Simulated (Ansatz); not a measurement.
## HoSb: the change of energy above lowest point and pressure with volume scale

All results are calculated (Ansatz 0.2.0). Free energy against uniform scaling of the volume at fixed shape and fractions; periodic cell, basis, potentials, k mesh and filling as listed.

The cell before it is scaled or strained (space group Fm-3m, No. 225):
```
HoSb
1.0
      0.0000     3.0650     3.0650
      3.0650     0.0000     3.0650
      3.0650     3.0650     0.0000
Ho Sb
1 1
Direct
  0.00000 0.00000 0.00000
  0.50000 0.50000 0.50000
```

Settings of every row: functional PBEsol; dispersion none; potentials PAW; wave cutoff 500 eV; density cutoff 2000 eV; k mesh 10x10x10; k shift 0x0x0; occupations fermi dirac; smearing width 0.1 eV; spin collinear.

Limits: a known weakness of the program can leave such a cell on a higher state; state may not be the lowest.

```csv
row,volume scale,V (Å³/atom),energy above lowest point (meV/atom),pressure (GPa)
1,0.9,25.914,65.7,7.5
2,0.925,26.634,36.9,5.38
3,0.95,27.354,?,?
4,0.975,28.073,5,1.86
5,1,28.793,0,0.4
6,1.025,29.513,1.2,-0.89
7,1.05,30.233,7.7,-2.02
8,1.075,30.953,19.1,-3.01
9,1.1,31.673,34.6,-3.88
```

Question: what energy above lowest point and pressure should row 3 give?

Worked fit of energy above lowest point. Take u = (V_r/V)^(2/3) − 1 with V_r = 29.153 Å³ an atom, which is twice the finite (Eulerian) strain; such expansions in the strain, on which the Birch-Murnaghan equation of state is built, carry the rest volume and the bulk modulus. The shown rows have u = 0.08168, 0.0621, 0.02549, 0.00832, -0.00815, -0.02396, -0.03915, -0.05377. Least squares give energy above lowest point = −0.13 − 70.1 × u + 10726 × u² meV/atom; a straight line predicts inner rows, each left out in turn, worse (root mean square 17 against 0.053 meV/atom). The rows lie off it by 0.0, 0.0, -0.1, 0.0, 0.0, 0.0, 0.0, -0.1. The withheld row has u = 0.04338, so the fit gives −0.13 − 70.1 × (0.04338) + 10726 × (0.04338)² = 17.0 meV/atom.

The calculation gave 17 meV/atom. The fit meets it to the printed digit.

Worked fit of pressure. Take u = (V_r/V)^(2/3) − 1 with V_r = 29.153 Å³ an atom, which is twice the finite (Eulerian) strain; such expansions in the strain, on which the Birch-Murnaghan equation of state is built, carry the rest volume and the bulk modulus. The shown rows have u = 0.08168, 0.0621, 0.02549, 0.00832, -0.00815, -0.02396, -0.03915, -0.05377. Least squares give pressure = −0.266 + 78.22 × u + 205.9 × u² GPa; a straight line predicts inner rows, each left out in turn, worse (root mean square 0.33 against 0.0037 GPa). The rows lie off it by 0.00, -0.01, 0.00, 0.00, 0.00, 0.00, 0.00, 0.00. The withheld row has u = 0.04338, so the fit gives −0.266 + 78.22 × (0.04338) + 205.9 × (0.04338)² = 3.51 GPa.

The calculation gave 3.51 GPa. The fit meets it to the printed digit.
